**Cu2O triplet-singlet gap against exact exchange: test of an orbital-relaxation model**

The table holds the triplet minus singlet energy of bent Cu2O at seven shares of exact exchange in PBE (0 to 50 %, def2-TZVP, Ansatz 0.2.0, fixed structures, no dispersion, no spin-orbit coupling). The program fits a parabola, the second-order form for two states that relax differently, and compares it with a single line and with the lower of two lines. The parabola has an rms misfit of 0.24 kJ/mol (line 4.30, two lines 0.82) and peaks near 26.5 %, but the local curvature drifts by more than the rounding. Singlet energies of the same runs from 0 to 35 % split the curvature by state and show the triplet bending 1.24 to 1.58 times as much as the singlet. The output also lists the singlet's HOMO-LUMO gap, level shifts, charge, dipole and force, and the bond lengths and angles of both structures.

Spin gap of neutral Cu2O, triplet minus singlet energy, computed with Ansatz 0.2.0 using PBE with the listed share of exact exchange and the def2-TZVP basis, without dispersion or spin-orbit coupling. Each state has its own geometry, held fixed for all rows; the singlet's is from r2SCAN-D4/def2-TZVP.

## Analysis program

```python
# Table: triplet minus singlet energy of Cu2O (kJ/mol), Ansatz 0.2.0, PBE with a share a of exact exchange, def2-TZVP.
# Tested: gap = g0 + g1*a - dchi*a^2/2 (orbital relaxation) against one line and the lower of two lines.
T = {
    'exact_exchange': [0, 5, 10, 15, 25, 35, 50],  # %
    'spin_gap': [96.4, 100.2, 103.5, 106.2, 109.0, 107.6, 98.7],  # kJ/mol
}
import numpy as np
from scipy.constants import e, N_A
k = e*N_A/1000
a = np.array(T['exact_exchange'], float); g = np.array(T['spin_gap'], float)
# further outputs of the same singlet runs, 0-35 %: energy without dispersion, HOMO, LUMO (eV)
ES = np.array([-91313.9849, -91313.7722, -91313.5813, -91313.4124, -91313.1348, -91312.932])*k
H = np.array([-4.667021, -4.924334, -5.181128, -5.437095, -5.945907, -6.450498])
L = np.array([-3.485257, -3.248973, -3.017541, -2.790995, -2.3527, -1.934409])
p1 = np.polyfit(a, g, 1); p2 = np.polyfit(a, g, 2)
f1 = np.polyval(p1, a); f2 = np.polyval(p2, a)
rms = lambda f: np.sqrt(np.mean((g-f)**2))
c = [np.minimum(np.polyval(np.polyfit(a[:j], g[:j], 1), a), np.polyval(np.polyfit(a[j:], g[j:], 1), a)) for j in range(2, 6)]
f3 = min(c, key=rms)
tan = lambda y: (-3*y[0]+4*y[1]-y[2])/(a[2]-a[0])
s0 = tan(g); fr = g[0]+s0*a
print("rounding of the gap: 0.05 kJ/mol; residual = table - model, kJ/mol")
print("a %, gap, res line, res parabola, res two lines, tangent at 0, gap - tangent")
for r in zip(a, g, g-f1, g-f2, g-f3, fr, g-fr):
    print("%3.0f %6.1f %6.2f %6.2f %6.2f %7.1f %6.1f" % r)
for n, f in (("line (2 par.)", f1), ("parabola (3 par.)", f2), ("two lines (4 par.)", f3)):
    i = np.argmax(abs(g-f)); print("%s: rms %.2f, worst %.2f at %.0f %%" % (n, rms(f), (g-f)[i], a[i]))
print("line slope %.3f; tangent slope at 0: %.2f +- %.2f kJ/mol per %%" % (p1[0], s0, 0.4/(a[2]-a[0])))
print("parabola: g0 %.1f, g1 %.3f per %%, dchi %.4f per %%^2, peak %.1f %%" % (p2[2], p2[1], -2*p2[0], -p2[1]/(2*p2[0])))
q = np.polyfit(a[3:6], g[3:6], 2)
print("peak from rows 15-35 alone: %.1f %%" % (-q[1]/(2*q[0])))
print("rise 0-25: %.1f, fall 25-50: %.1f, net 0-50: %.1f kJ/mol" % (g[4]-g[0], g[4]-g[6], g[6]-g[0]))
sl = np.diff(g)/np.diff(a)
print("segment slopes, kJ/mol per %: " + " ".join("%.2f" % x for x in sl))
cur = lambda y: 2*np.diff(np.diff(y)/np.diff(a[:len(y)]))/(a[2:len(y)]-a[:len(y)-2])
ET = ES+g[:6]; cg, cS, cT = cur(g), cur(ES), cur(ET)
print("curvature, kJ/mol per %^2: rows, gap +- rounding, singlet, triplet, ratio")
for i in range(5):
    err = 0.2/((a[i+1]-a[i])*(a[i+2]-a[i+1]))
    s = "%.0f-%.0f-%.0f: %.3f +- %.3f" % (a[i], a[i+1], a[i+2], cg[i], err)
    print(s + ("  %.3f %.3f %.2f" % (cS[i], cT[i], cT[i]/cS[i]) if i < 4 else "  (no singlet energy at 50)"))
print("slope at 0: singlet %.2f, triplet %.2f kJ/mol per %%" % (tan(ES), tan(ET)))
for i in (4, 5):
    rS = ES[i]-ES[0]-tan(ES)*a[i]; rT = ET[i]-ET[0]-tan(ET)*a[i]
    print("below own tangent at %.0f %%: singlet %.0f, triplet %.0f, ratio %.2f (kJ/mol)" % (a[i], rS, rT, rT/rS))
hl = L-H
print("HOMO-LUMO, eV: " + " ".join("%.2f" % x for x in hl))
print("spin gap, eV:  " + " ".join("%.2f" % x for x in g/k))
print("HOMO-LUMO minus spin gap, eV: " + " ".join("%.2f" % x for x in hl-g[:6]/k))
ph = np.polyfit(a[:6], hl, 1)[0]
print("HOMO-LUMO slope %.4f eV per %% = %.1f kJ/mol per %%, %.0f times tangent slope" % (ph, ph*k, ph*k/s0))
# same runs: top five occupied singlet levels at 0 and 10 % (eV), O charge, dipole, force on O
o0 = np.array([-4.667021, -4.925321, -5.56251, -5.913028, -5.918918])
o10 = np.array([-5.181128, -5.350767, -5.947246, -6.639845, -6.639845])
print("shift 0-10 % of HOMO to HOMO-4, eV: " + " ".join("%.2f" % x for x in o10-o0))
N = np.linalg.norm
d0, d25 = N([-0.71332, -0.22882, 0.0038697]), N([-0.86279, -0.27677, 0.0046806])
print("0 and 25 %%: O charge %.2f %.2f e, dipole %.2f %.2f e A (+%.0f %%)" % (-0.66055, -0.77611, d0, d25, 100*(d25/d0-1)))
print("force on O at 0 %%: %.2f eV/A" % N([0.48046, 0.15412, -0.0026065]))
# structures as given with the series (A, rounded to 0.01)
for n, X in (("singlet", [[-.03, -1.30, -.02], [-.77, 1.04, .02], [.80, .26, 0]]), ("triplet", [[-.05, -1.29, -.02], [-.80, 1.02, .02], [.85, .27, -.01]])):
    X = np.array(X); u, v = X[0]-X[2], X[1]-X[2]
    print("%s: Cu-O %.2f %.2f A, Cu-Cu %.2f A, angle %.0f deg" % (n, N(u), N(v), N(u-v), np.degrees(np.arccos(u@v/N(u)/N(v)))))
assert np.all(g > 0) and a[np.argmax(g)] == 25
assert np.all(np.diff(sl) < 0)
assert np.all(cS < 0) and np.all(cT < cS)
assert np.all(np.diff(hl) > 0)
```

Output:

```
rounding of the gap: 0.05 kJ/mol; residual = table - model, kJ/mol
a %, gap, res line, res parabola, res two lines, tangent at 0, gap - tangent
  0   96.4  -5.39   0.35  -1.14    96.4    0.0
  5  100.2  -1.91  -0.19   0.15   100.4   -0.2
 10  103.5   1.06  -0.32   0.94   104.5   -1.0
 15  106.2   3.44  -0.16   1.13   108.5   -2.3
 25  109.0   5.59   0.29  -1.09   116.6   -7.6
 35  107.6   3.54   0.14  -0.00   124.7  -17.1
 50   98.7  -6.33  -0.11  -0.00   136.9  -38.2
line (2 par.): rms 4.30, worst -6.33 at 50 %
parabola (3 par.): rms 0.24, worst 0.35 at 0 %
two lines (4 par.): rms 0.82, worst -1.14 at 0 %
line slope 0.065; tangent slope at 0: 0.81 +- 0.04 kJ/mol per %
parabola: g0 96.0, g1 0.958 per %, dchi 0.0361 per %^2, peak 26.5 %
peak from rows 15-35 alone: 26.7 %
rise 0-25: 12.6, fall 25-50: 10.3, net 0-50: 2.3 kJ/mol
segment slopes, kJ/mol per %: 0.76 0.66 0.54 0.28 -0.14 -0.59
curvature, kJ/mol per %^2: rows, gap +- rounding, singlet, triplet, ratio
0-5-10: -0.020 +- 0.008  -0.084 -0.104 1.24
5-10-15: -0.024 +- 0.008  -0.085 -0.109 1.28
10-15-25: -0.035 +- 0.004  -0.077 -0.112 1.45
15-25-35: -0.042 +- 0.002  -0.072 -0.114 1.58
25-35-50: -0.036 +- 0.001  (no singlet energy at 50)
slope at 0: singlet 4.31, triplet 5.12 kJ/mol per %
below own tangent at 25 %: singlet -26, triplet -33, ratio 1.30 (kJ/mol)
below own tangent at 35 %: singlet -49, triplet -67, ratio 1.35 (kJ/mol)
HOMO-LUMO, eV: 1.18 1.68 2.16 2.65 3.59 4.52
spin gap, eV:  1.00 1.04 1.07 1.10 1.13 1.12 1.02
HOMO-LUMO minus spin gap, eV: 0.18 0.64 1.09 1.55 2.46 3.40
HOMO-LUMO slope 0.0952 eV per % = 9.2 kJ/mol per %, 11 times tangent slope
shift 0-10 % of HOMO to HOMO-4, eV: -0.51 -0.43 -0.38 -0.73 -0.72
0 and 25 %: O charge -0.66 -0.78 e, dipole 0.75 0.91 e A (+21 %)
force on O at 0 %: 0.50 eV/A
singlet: Cu-O 1.77 1.75 A, Cu-Cu 2.45 A, angle 88 deg
triplet: Cu-O 1.80 1.81 A, Cu-Cu 2.43 A, angle 84 deg
```
